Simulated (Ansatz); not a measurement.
**Which isomer of GeH6OSi gives these data?**

These gas-phase data were calculated for one isomer of GeH6OSi at B3LYP/6-31G* (harmonic, unscaled wavenumbers; equilibrium rotational constants with average atomic masses):

- rotational constants: 26.82, 2.076, 2.022 GHz
- all wavenumbers above 1500 cm⁻¹: 2266, 2227, 2223, 2153, 2120, 2111
- dipole moment: 1.30 D (PBE0/def2-TZVPD)

Candidates:

(1) `O[SiH2][GeH3]`, a singlet
(2) `[SiH3][O][GeH3]`, a singlet

Task: Which structure fits?

Result: Candidate (2). No mode falls between 3300 and 4000 cm⁻¹, where the O–H stretch of (1) would stand.

The same quantities for all candidates:

```
     rotational constants (GHz)         wavenumbers above 1500 cm⁻¹  dipole (D)  E above the lowest, B3LYP/6-31G* (kcal/mol)
(1)         14.93, 2.161, 1.984  3804, 2271, 2210, 2111, 2101, 2087        1.09                                          6.4
(2)         26.82, 2.076, 2.022  2266, 2227, 2223, 2153, 2120, 2111        1.30                                          0.0
```

Harmonic stretches to hydrogen usually lie a few per cent above observed fundamentals. Each candidate is one conformer. Programs: Ansatz 0.2.0.

The six stretches of the siloxane-like isomer split into an upper group from SiH3 and a lower one from GeH3, as expected from the stiffer Si–H bond; the difference in heavy-atom mass matters little. The largest rotational constant supports the assignment independently: 26.82 against 14.93 GHz. With oxygen bridging silicon and germanium at a wide angle, the heavy atoms lie close to the long axis, whereas a terminal hydroxyl group puts oxygen well away from the Si–Ge line. The two smaller constants and the dipole moments discriminate far less.

The bridged isomer is also the lower in energy, by 6.4 kcal/mol. Formally, going from the silanol to the bridge exchanges an O–H and a Si–Ge bond for a Ge–O and a Si–H bond. The gain from replacing the weak Si–Ge link with a polar Ge–O bond probably outweighs the loss of the strong O–H bond, which would explain the modest difference. This ordering says nothing about the germanol isomer, with hydroxyl on germanium.
